\textbf{Student.} The (100) planes of copper, vibrating along [100], form a chain, and a chain is a tridiagonal matrix. Why build a gradient continuum at all?

\textbf{Lecturer.} Because it lets us skip planes at a known price. Take plane spacing $a$, mass $m$ and constants $K_p$ per atom between planes $p$ apart. With $q=ka$ and $M_r=\sum_p p^rK_p$,
\begin{equation}
m\omega^2=2\sum_pK_p(1-\cos pq)=M_2q^2-\frac{M_4q^4}{12}+\frac{M_6q^6}{360}-\dots
\end{equation}
So $\omega^2=c^2k^2(1-\ell^2k^2+\dots)$ with $c^2=M_2a^2/m$ and gradient length $\ell^2=a^2M_4/(12M_2)$. With $K_1$ alone, $\ell^2=a^2/12$, the exact result is $\omega^2=(4c^2/a^2)\sin^2(q/2)$, and
\begin{equation}
u_{tt}=c^2\Big(u_{xx}+\frac{a^2}{12}u_{xxxx}+\frac{a^4}{360}u_{xxxxxx}+\dots\Big).
\end{equation}

\textbf{Student.} Then I stop at $u_{xxxx}$.

\textbf{Lecturer.} That gives $\omega^2=c^2k^2(1-q^2/12)$, negative for $q>\sqrt{12}=3.46$. This lies beyond the zone edge $q=\pi$, but the differential equation admits such waves, and their growth rate has no bound. Use $c^2u_{xx}\approx u_{tt}$ inside the small term instead:
\begin{equation}
u_{tt}=c^2u_{xx}+\ell^2u_{xxtt},\qquad \omega^2=\frac{c^2k^2}{1+q^2/12}\ge0 .
\end{equation}
Define $\varepsilon=\omega^2/\omega^2_{\rm chain}-1$. To leading order it is $q^2/12$ for the plain wave equation, $-q^4/360$ for the truncation, and $q^4(1/144-1/360)=q^4/240$ for the regularised form.

\textbf{Student.} On paper. A mesh coarser than $a$ has more dispersion than the crystal.

\textbf{Lecturer.} So subtract it. On a mesh $h=sa$ the second difference obeys $\delta^2u/h^2=u_{xx}+(h^2/12)u_{xxxx}+\dots$, which replaces $\ell^2/h^2$ by $\beta=\ell^2/h^2-1/12=(s^{-2}-1)/12$. On a plane wave $\delta^2\to-S$ with $S=4\sin^2(sq/2)$. Three schemes follow, with $\lambda=\omega^2h^2/c^2$:
\begin{align}
\text{A: }&\ddot u=\tfrac{c^2}{h^2}\delta^2u, &\lambda&=S,\\
\text{B: }&(1-\beta\delta^2)\ddot u=\tfrac{c^2}{h^2}\delta^2u, &\lambda&=\frac{S}{1+\beta S},\\
\text{C: }&\ddot u=\tfrac{c^2}{h^2}(\delta^2+\beta\delta^4)u, &\lambda&=S-\beta S^2 .
\end{align}
Expanding against the exact $\lambda=4s^2\sin^2(q/2)$ gives the leading errors
\begin{equation}
\varepsilon_A=\frac{(1-s^2)q^2}{12},\quad
\varepsilon_B=\frac{(1-s^4)q^4}{240},\quad
\varepsilon_C=-\frac{(4s^2-1)(s^2-1)q^4}{360}.
\end{equation}
As $s\to0$ the three continuum errors return, and at $s=1$ every scheme is the chain. Since $S\le4$, scheme B has $1+\beta S>2/3$ on any mesh, while C needs $\beta\le1/4$, that is $s\ge1/2$.

\textbf{Student.} And the cost?

\textbf{Lecturer.} Clamp a film of $N$ spacings, drive it harmonically and sweep the frequency for resonances. Each frequency needs one banded solve with $n=N/s-1$ unknowns. Count Gaussian elimination with half-bandwidth $b$, ignoring pivoting, symmetry and end rows. Per node it takes $b$ divisions and $2b^2$ update operations, then $2b$ forward and $2b+1$ backward, so $2b^2+5b+1$ operations, and it stores $2b+2$ numbers. That is 8 and 4 for A, B and the chain, 19 and 6 for C. For $s\gg1$, a tolerance $\eta$ on $|\varepsilon|$ and $L=Na$,
\begin{equation}
n_A\approx\frac{kL}{(12\eta)^{1/2}},\qquad n_B\approx\frac{kL}{(240\eta)^{1/4}},\qquad n_C\approx\frac{kL}{(90\eta)^{1/4}} .
\end{equation}
C needs $(8/3)^{1/4}=1.28$ times the nodes of B and 3.0 times the work. Nothing above the chain's own cost is worth paying.

\textbf{Student.} Put copper in.

\textbf{Lecturer.} Use the typical cubic constant $a_c=0.3615$~nm and the typical atomic mass $63.55$~u. Then $a=a_c/2$ and the area per atom is $a_c^2/2$, so $M_2=C_{11}a_c$. With the compiled $C_{11}=168.3$~GPa (Blaschke, room temperature) and $K_1$ alone, $K_1=60.8$~N/m, $c=4.34\times10^3$~m/s and the model's $\ell=0.052$~nm. Take $N=1200$, or $L=216.9$~nm. The modes $\sin(j\pi x/L)$ are exact eigenvectors of every scheme, provided C is continued oddly through the walls. Mode $j=40$ has $q=\pi/30$ and lies at $0.400$~THz, with $q^2/12=9.1\times10^{-4}$ and $q^4/240=5.0\times10^{-7}$. The errors below use the full $\lambda$, and memory is $4n$ or $6n$.
\begin{center}
\begin{tabular}{rrrllrl}
$s$&$n$&$8n$&$-\varepsilon_A$&$-\varepsilon_B$&$19n$&$-\varepsilon_C$\\\hline
1&1199&9592&0&0&--&--\\
2&599&4792&$2.74\times10^{-3}$&$7.52\times10^{-6}$&11381&$1.50\times10^{-5}$\\
3&399&3192&$7.29\times10^{-3}$&$4.02\times10^{-5}$&7581&$9.28\times10^{-5}$\\
4&299&2392&$1.36\times10^{-2}$&$1.29\times10^{-4}$&5681&$3.11\times10^{-4}$\\
5&239&1912&$2.17\times10^{-2}$&$3.16\times10^{-4}$&4541&$7.75\times10^{-4}$\\
6&199&1592&$3.16\times10^{-2}$&$6.58\times10^{-4}$&3781&$1.62\times10^{-3}$\\
8&149&1192&$5.63\times10^{-2}$&$2.10\times10^{-3}$&2831&$5.04\times10^{-3}$\\
10&119&952&$8.73\times10^{-2}$&$5.20\times10^{-3}$&2261&$1.20\times10^{-2}$
\end{tabular}
\end{center}
Let $s$ divide 1200. For $\eta=10^{-2}$ take B at $s=10$, since $s=12$ gives $-\varepsilon_B=1.09\times10^{-2}$. It costs 952 operations, against 2831 for C and 3192 for A. For $10^{-3}$ take B at $s=6$ with 1592, against 4541 for C and the full 9592 for A. For $10^{-5}$ take B at $s=2$, and for $10^{-6}$ the chain. Within 1000 operations the best is B at $s=10$, within 2500 B at $s=4$. Within 1000 stored numbers B at $s=5$ (956) beats C at $s=8$ (894).

\textbf{Student.} You picked the frequency domain so that B gets its mass matrix free.

\textbf{Lecturer.} True. In time stepping one acceleration costs 4 operations per node for A and 7 for C. B needs 4 plus 5 for the prefactored solve, 9 in all. The ratio $9/7=1.29$ cancels the node ratio 1.28, so B and C tie at equal step number. The integrator also matters. Verlet turns $\omega$ into $\Omega$ with $\sin(\Omega\Delta t/2)=\omega\Delta t/2$, which adds $+(\omega\Delta t)^2/12$ to $\varepsilon$. At $\Delta t=a/c$ that is as large as the whole dispersion $q^2/12$.

\textbf{Student.} Is $10^{-5}$ a statement about copper?

\textbf{Lecturer.} Only about the chain. The model puts the zone-edge frequency at $c/(\pi a)=7.64$~THz, about 6 per cent above the typical $7.2$~THz, so farther planes matter. They weigh more in $\ell$, through $p^4$. An assumed $K_2/K_1=0.03$ at fixed $M_2$ multiplies $\ell^2$ by $(1+16\times0.03)/(1+4\times0.03)=1.32$ and gives $\ell=0.060$~nm. That lowers $\omega^2$ of our mode by the fraction $2.9\times10^{-4}$, about the error of B at $s=5$. Unless $M_4$ is known better, finer meshes improve on the smaller uncertainty only. Once it is known, B takes the new $\ell$ through $\beta$ at 8 operations per node, while the chain with $K_2$ becomes pentadiagonal and pays 19 per plane.